# Grain charge in the continuum drift-diffusion limit: working notes

## Conventions and premises

I consider one spherical grain of radius $a$ at rest in a weakly ionised gas. Far away the plasma holds electrons and singly charged positive ions, each of density $n$, at temperatures $T_e$ and $T_i$. The grain carries charge $-Ne$ with $e>0$ and $N>0$. I use SI formulas and define

$$r_c=\frac{e^2}{4\pi\varepsilon_0 k_BT_e},\qquad z=\frac{N r_c}{a},\qquad \tau=\frac{T_e}{T_i},\qquad \psi=\frac{e\phi}{k_BT_e}.$$

$I_i$ and $I_e$ are particle currents in s$^{-1}$, counted positive towards the grain. My premises are:

1. Collisions with neutrals dominate, and each species is locally Maxwellian at a uniform temperature with a field-independent collision frequency.
2. The state is steady and spherically symmetric, with no gas flow and no applied field.
3. No ionisation or recombination occurs in the region that controls the currents.
4. Space charge is negligible in that region.
5. The surface absorbs every arriving charge and emits none. Image forces are neglected.
6. $N\gg1$, so that $z$ is continuous.

The usual shorthand for 1, 4 and 5 is $\lambda_{e,i}\ll a\ll\lambda_D$. I derive the result first and then ask how sharp that shorthand is.

## Step 1: the flux law

The steady momentum balance of a species with charge $q$, mass $m$, momentum-transfer frequency $\nu$ and mean velocity $\mathbf u$ is
$$0=-\nabla(n_sk_BT)-qn_s\nabla\phi-m\nu n_s\mathbf u .$$
I have dropped the inertial term $mn_s(\mathbf u\cdot\nabla)\mathbf u$. Relative to friction it is of order $u/(\nu L)$ on a gradient scale $L$, which is small when $L$ exceeds the mean free path and $u$ is subthermal. Solving for the flux at uniform $T$,
$$n_s\mathbf u=-D\left(\nabla n_s+\frac{q n_s}{k_BT}\nabla\phi\right),\qquad D=\frac{k_BT}{m\nu},\qquad \mu=\frac{e}{m\nu}.$$
The Einstein relation $D=\mu k_BT/e$ follows for each species at its own temperature, so $D_e/D_i=\tau\mu_e/\mu_i$. For a speed-dependent $\nu$ the same flux law holds with averaged coefficients, provided that the local distribution stays Maxwellian.

## Step 2: the field

The fluxes are isotropic, so the surface charge is uniform on average, on an insulator as on a metal. Gauss's law then gives zero field inside and a Coulomb field outside, whatever the permittivity of the grain. With premise 4 and $\phi(\infty)=0$,
$$\psi(r)=-\frac{za}{r},\qquad \phi_s=-\frac{zk_BT_e}{e}.$$

## Step 3: first integral and quadrature

By premises 2 and 3 the divergence of each flux vanishes, so the current through a sphere does not depend on $r$. The ion potential energy in units of $k_BT_i$ is $\tau\psi$, and the electron potential energy in units of $k_BT_e$ is $-\psi$. The inward currents are
$$I_i=4\pi r^2D_i\left(n_i'+\tau n_i\psi'\right),\qquad I_e=4\pi r^2D_e\left(n_e'-n_e\psi'\right).$$
The integrating factors are the inverse Boltzmann factors:
$$\frac{d}{dr}\left(n_ie^{\tau\psi}\right)=\frac{I_i\,e^{\tau\psi}}{4\pi D_ir^2},\qquad \frac{d}{dr}\left(n_ee^{-\psi}\right)=\frac{I_e\,e^{-\psi}}{4\pi D_er^2}.$$
For an absorbing wall in the limit of vanishing mean free path, $n_i(a)=n_e(a)=0$. I test this in Step 7. With $x=a/r$ and $dr/r^2=-dx/a$,
$$\int_a^r\frac{e^{-sa/r'}}{r'^2}dr'=\frac1a\int_{a/r}^1e^{-sx}dx=\frac{e^{-sa/r}-e^{-s}}{sa}.$$
Ions have $s=z\tau$ and electrons have $s=-z$. Letting $r\to\infty$, where both left-hand sides integrate to $n$,
$$\boxed{I_i=4\pi anD_i\frac{z\tau}{1-e^{-z\tau}},\qquad I_e=4\pi anD_e\frac{z}{e^{z}-1}}$$
Keeping $r$ finite gives the profiles
$$\frac{n_i}{n}=\frac{1-e^{-z\tau(1-a/r)}}{1-e^{-z\tau}},\qquad \frac{n_e}{n}=\frac{e^{z(1-a/r)}-1}{e^z-1}.$$

Three things I read off. At $z\to0$ both currents reduce to the diffusion current $4\pi anD$. For $z\tau\gg1$ the ion current becomes $4\pi anD_iz\tau=n\mu_iNe/\varepsilon_0$, the Langevin drift current, independent of $a$ at fixed $N$. In that case the ion density is flat and equal to $n$ outside a thin wall layer: the attracted ions do not pile up, because they are carried off to the wall. The two quadratures also draw their weight from different places. The ion integrand $e^{-z\tau x}$ lives at $r\gtrsim z\tau a$. The electron integrand $e^{zx}$ lives in a layer of thickness $a/z$ at the surface. These two lengths, and not $a$, will set the range of validity.

## Step 4: floating condition

Setting $I_i=I_e$ and cancelling $4\pi anz$,
$$\tau D_i\,(e^z-1)=D_e\,(1-e^{-z\tau})\quad\Longleftrightarrow\quad e^z-1=\frac{\mu_e}{\mu_i}\left(1-e^{-z\tau}\right).$$
The cancelled form has a spurious root at $z=0$, where the true currents stand in the ratio $D_i/D_e$.

The physical root is unique and stable. For $z>0$,
$$\frac{d}{dz}\ln\frac{I_i}{I_e}=\frac{1}{1-e^{-z}}-\frac{\tau}{e^{z\tau}-1}\equiv\Lambda .$$
Since $1-e^{-z}<z$, the first term exceeds $1/z$. Since $e^{z\tau}-1>z\tau$, the second is below $1/z$. Hence $\Lambda>0$. The ratio $I_i/I_e$ rises monotonically from $D_i/D_e<1$ to infinity and passes unity once. An excess of negative charge favours the ion current, which restores the balance.

**Isothermal plasma, $\tau=1$.** Because $(e^z-1)/(1-e^{-z})=e^z$ identically,
$$\boxed{z=\ln\frac{D_e}{D_i}=\ln\frac{\mu_e}{\mu_i}},$$
exactly within the model, and $\Lambda=1$.

**Strong ion attraction, $z\tau\gg1$.** Dropping $e^{-z\tau}$,
$$\boxed{z=\ln\left(1+\frac{\mu_e}{\mu_i}\right)}.$$
Restoring the dropped term to first order shifts $z$ by $-\frac{\mu_e}{\mu_e+\mu_i}e^{-z\tau}$. At $\tau=1$ and $\mu_e\gg\mu_i$ this shift is $-\mu_i/\mu_e$ to leading order, which is the gap between the two boxed forms, as it should be. In both limits $z$ is independent of $n$ and $a$, and of the gas density, since both mobilities scale inversely with it. The charge is $N=za/r_c$.

## Step 5: relaxation time and fluctuations

With $dN/dt=I_e-I_i$ and $dz/dN=r_c/a$, a small deviation decays at the rate $1/t_{ch}=I\Lambda r_c/a$, where $I$ is the common current. Charges arrive one at a time at the total rate $2I$. For a linearly restored random walk the variance is half the step rate times the decay time, so $\sigma_N^2=It_{ch}=a/(\Lambda r_c)$. At $\tau=1$ this is $a/r_c$.

## Step 6: screening and recombination

I now restore Poisson's equation far from the grain, for $\mu_e\gg\mu_i$ and $z\tau\gg1$. Write $n_i=n(1+u)$ and $n_e=n(1+v)$, and linearise, which is allowed for $r\gg z\tau a$ and $r\gg za$. The electron flux law gives $v-\psi=-I/(4\pi nD_er)$. This is smaller than $\psi$ by $\mu_i/\mu_e$, so $v=\psi$. The ion flux law gives $w\equiv u+\tau\psi=-I/(4\pi nD_ir)=-z\tau a/r$. With $\lambda_{De}^2=\varepsilon_0k_BT_e/(ne^2)$ and $\kappa^2=\lambda_D^{-2}=(1+\tau)/\lambda_{De}^2$, Poisson's equation is
$$\nabla^2\psi=-\frac{u-v}{\lambda_{De}^2}=\kappa^2\psi-\frac{w}{\lambda_{De}^2}.$$
The solution that tends to $-za/r$ at small $r$ is
$$\psi=-\frac{za}{r}\,\frac{\tau+e^{-\kappa r}}{1+\tau}.$$
A fraction $\tau/(1+\tau)$ of the charge stays unscreened: it is the field that drives the ion current. For $r\ll\lambda_D$, $\psi\simeq-za/r+\Delta$ with $\Delta=z\kappa a/(1+\tau)$. A constant leaves the field of Step 2 unchanged, so Step 3 still holds inside, but with altered densities at its outer edge. For ions $u\to-\tau\Delta$. For electrons $v=-za/r+\Delta$ must match the inner expansion $n_e\propto1-za/r$, so the effective density is $n(1+\Delta)$. The balance $e^z\simeq(\mu_e/\mu_i)\,n_e^{\rm eff}/n_i^{\rm eff}$ gives
$$\delta z=(1+\tau)\Delta=z\,\kappa a .$$
The relative charge correction is $a/\lambda_D$. The matching, however, needs an overlap region $z\tau a\ll r\ll\lambda_D$, so the sufficient condition is $z\tau a\ll\lambda_D$.

If a uniform source $\beta n^2$ balances recombination $\beta n_in_e$, the linearised ion equation becomes $\nabla^2w=q^2(u+v)$ with $q^2=\beta n/D_i$. The electron equation carries $D_e$ in place of $D_i$, so $v=\psi$ survives. At $\tau=1$, $u+v=w$ and the equation decouples: $w=-za\,e^{-qr}/r$. Inserting this in Poisson's equation with $\lambda_{De}^{-2}=\kappa^2/2$,
$$\psi=-\frac{za}{r}\left[e^{-\kappa r}+\frac{\kappa^2}{2}\,\frac{e^{-qr}-e^{-\kappa r}}{\kappa^2-q^2}\right],\qquad \Delta=za\left[\kappa-\frac{\kappa^2}{2(\kappa+q)}\right].$$
Now $u\to zaq-\Delta$, and therefore
$$\delta z=2\Delta-zaq=z\kappa a\left[2-\frac{1}{1+q/\kappa}-\frac q\kappa\right].$$
The ratio $q^2/\kappa^2=\beta\varepsilon_0/(2e\mu_i)$ does not depend on $n$, so recombination cannot be removed from this correction by lowering the density.

## Step 7: finite mean free path at the wall

In a weakly anisotropic distribution with net inward flux $j$, the one-way fluxes are $n_s\bar v/4\pm j/2$, where $\bar v=(8k_BT/\pi m)^{1/2}$. An absorbing wall returns nothing, so $j=n_s(a)\bar v/2$ (the Marshak condition). Keeping $n_e(a)=I_e/(2\pi a^2\bar v_e)$ in the quadrature of Step 3,
$$n=I_e\left[\frac{e^z-1}{4\pi aD_ez}+\frac{e^z}{2\pi a^2\bar v_e}\right],\qquad I_e=\frac{4\pi anD_e\,z}{e^z-1+b\,z\,e^z},\qquad b=\frac{2D_e}{a\bar v_e}=\frac{2\lambda_e}{3a},$$
where I define $\lambda=3D/\bar v$. The wall term is negligible only if $bz\ll1$, that is $\lambda_e\ll a/z$. For ions the same term carries $e^{-z\tau}$ and drops out.

## Step 8: electron energy relaxation

Premise 1 asks that electrons climbing the barrier stay Maxwellian. They change direction in every collision but exchange energy with the gas slowly, over a length $\lambda_u=(D_et_u)^{1/2}$, with $t_u$ the energy relaxation time. Locality needs $\lambda_u\ll a/z$. I work out the opposite limit $\lambda_u\gg a$, where electrons diffuse at fixed total energy.

Energies are in units of $k_BT_e$: total energy $\epsilon$, kinetic energy $\epsilon-za/r$. The isotropic part $f_0$ is normalised by $n_e=\int f_0\sqrt{\epsilon-za/r}\,d\epsilon$. In the two-term expansion the anisotropic part is the local mean free path times $\partial f_0/\partial r$ at fixed $\epsilon$. The inward current per unit energy is then
$$J(\epsilon)=4\pi r^2\sqrt{\epsilon-za/r}\;D\,\frac{\partial f_0}{\partial r},$$
with $D$ equal to one third of speed times mean free path, and $J$ is independent of $r$. I assume $D$ independent of energy, which means a momentum-transfer cross section proportional to speed. That is approximately the typical behaviour of N$_2$ between about 0.01 and 0.3 eV. Then $D=D_e$. Electrons with $\epsilon<z$ turn back and carry no net current. For $\epsilon>z$ let $y=\epsilon-z$ be the kinetic energy at the wall. The quadrature is
$$\int_a^\infty\frac{dr}{r^2\sqrt{\epsilon-za/r}}=\frac{2(\sqrt\epsilon-\sqrt y)}{az}=\frac{2}{a(\sqrt{z+y}+\sqrt y)} .$$
The Marshak condition at each energy reads $J=4\pi a^2\sqrt y\,(v_a/2)f_0(a)$, with wall speed $v_a=\bar v_e\sqrt{\pi y}/2$. Adding the two resistances as in Step 7, with $f_0(\infty)=2n\,e^{-\epsilon}/\sqrt\pi$,
$$I_e=4\pi anD_e\,e^{-z}\frac{2}{\sqrt\pi}\int_0^\infty\frac{e^{-y}\,dy}{\dfrac{2}{\sqrt{z+y}+\sqrt y}+\dfrac Ky},\qquad K=\frac{4D_e}{\sqrt\pi\,a\bar v_e}.$$
For $K=0$ the integral is elementary:
$$I_e=4\pi anD_e\left[e^{-z}\left(\sqrt{z/\pi}+\tfrac12\right)+\tfrac12\,\mathrm{erfc}\sqrt z\right].$$
This equals $4\pi anD_e$ at $z=0$. At large $z$ its prefactor grows as $\sqrt{z/\pi}$ where the local theory has $z$. The local theory refills the depleted tail right at the wall, and the nonlocal one must bring tail electrons from afar. The Marshak form is unreliable for slow arrivals, whose mean free path is long. Replacing $v_a/2$ by $v_a/4$ doubles $K$ and gives the collisionless current $\pi a^2n\bar v_ee^{-z}$ as $K\to\infty$. I use the pair $K$, $2K$ as an indication of that uncertainty.

## Range of validity

The boxed results hold when:

- $\lambda_e\ll a/z$ and $\lambda_i\ll a$ (flux law and wall condition);
- $\lambda_u\ll a/z$ (local Maxwellian electrons), usually the hardest condition;
- $z\tau a\ll\lambda_D$ and $z\tau a\ll1/q$ (Coulomb field and constant current; sufficient, and much stricter than $a\ll\lambda_D$ for hot electrons);
- the ion drift speed $\mu_iE$ is well below $\bar v_i$, and any applied field is well below $|\phi_s|/a$;
- gas flow satisfies $u_{\rm gas}\ll D_i/(z\tau a)$, and neighbouring grains are farther away than $\lambda_D$ and do not deplete the plasma;
- $a\gg r_c$, there is no electron emission, and negative ions are scarce.

A factor $g$ lost from the electron current changes $z$ by about $-\ln g$, so the charge tolerates violations better than the currents do.

## Illustration: a 10 µm silica particle in N$_2$ at 1 atm

I take diameter 10 µm, so $a=5$ µm, and a weak isothermal plasma of the kind used to neutralise charge in nitrogen-purged wafer handling, with the particle screened from any ionising photons. Assumed conditions: $T_e=T_i=300$ K, $p=1$ atm, $n=10^7$ cm$^{-3}$, ion N$_4^+$ of mass 56 u. Typical, approximate inputs: $\mu_i=2.5$ and $\mu_e=1.6\times10^4$ cm$^2$ V$^{-1}$ s$^{-1}$ (thermal electrons), $\beta=2\times10^{-6}$ cm$^3$ s$^{-1}$, $t_u=10$ ns, silica permittivity $\varepsilon_r=3.9$.

**The formula.** $k_BT/e=25.85$ mV gives $D_i=0.0646$ and $D_e=414$ cm$^2$ s$^{-1}$. The mobility ratio is 6400, so $z=8.76$ and $\phi_s=-0.227$ V. With $r_c=55.7$ nm, $a/r_c=89.8$ and $N=787$, $\sigma_N=9.5$. The common current is $3.56\times10^4$ s$^{-1}$ and $t_{ch}=2.5$ ms. The large-$z\tau$ form differs in $z$ by only $1.6\times10^{-4}$. These digits are the arithmetic of the model.

**Conditions that hold.** $\lambda_D=267$ µm and $1/q=568$ µm exceed $za=43.8$ µm, with $\kappa za=0.16$. With $q/\kappa=0.47$ the bracket of Step 6 is 0.85 and $\delta z=+0.14$. Ions have $\bar v_i=337$ m/s and $\lambda_i=58$ nm. The surface field is 453 V/cm, or 1.85 Td at a gas density of $2.45\times10^{19}$ cm$^{-3}$, and the ion drift there is 11 m/s. The image potential of a flat dielectric, $-\gamma e^2/(16\pi\varepsilon_0d)$ at distance $d$ with $\gamma=(\varepsilon_r-1)/(\varepsilon_r+1)=0.59$, added to the linear barrier $-eEd$, lowers its top by $(\gamma e^3E/4\pi\varepsilon_0)^{1/2}=6.2$ meV. This raises $z$ by at most 0.24.

**Conditions that fail.** Electrons have $\bar v_e=1.08\times10^7$ cm/s and $\lambda_e=1.15$ µm. That is 0.23 of $a$ but exceeds the barrier layer $a/z=0.57$ µm, and $bz=1.35$. The relaxation length $\lambda_u=20$ µm exceeds both $a/z$ and $a$. At $z=8.76$ the nonlocal current with $K=0$ is 3.9 times smaller than the local one. Neither neglected effect is small in the current. Balancing each electron current against the ion current of Step 3, with $K=0.17$:

| electron current | $z$ | $N$ |
|---|---|---|
| local, $n_e(a)=0$ (boxed result) | 8.76 | $7.9\times10^2$ |
| local, Marshak wall | 7.96 | $7.1\times10^2$ |
| nonlocal, $K=0$ | 7.51 | $6.7\times10^2$ |
| nonlocal, wall term $K$ | 7.1 | $6.4\times10^2$ |
| nonlocal, wall term $2K$ | 6.9 | $6.2\times10^2$ |

Since $\lambda_u$ is a few times $a$, I expect the nonlocal rows with a wall term to be the most appropriate, with finite $\lambda_u$, screening and the image force each pushing $z$ up by some tenths. The boxed value exceeds the fourth row by a factor of 1.2. I therefore quote the model's charge as roughly 600 to 800 electrons, with the continuum formula marking the upper end. This is a number of the model on assumed inputs, not a property of silica, which enters only through $\gamma$ and the sticking premise.

**Purity.** Oxygen traces matter more than any row of the table. With a typical three-body attachment coefficient of $10^{-31}$ cm$^6$ s$^{-1}$ (O$_2$ with N$_2$ as third body), the attachment frequency is $6.0\times10^7x$ s$^{-1}$ at O$_2$ mole fraction $x$. It equals the recombination frequency $\beta n=20$ s$^{-1}$ at $x\approx3\times10^{-7}$. Thermal negative ions of density $n_-$ and mobility $\mu_-$ obey the same repelled-species current as electrons, so at $\tau=1$ the balance becomes $e^z=(n_e\mu_e+n_-\mu_-)/(n\mu_i)$, with $n_e$ now the free-electron density far away. While electrons carry the negative current, each decade lost from the fraction $n_e/n$ lowers $z$ by 2.3.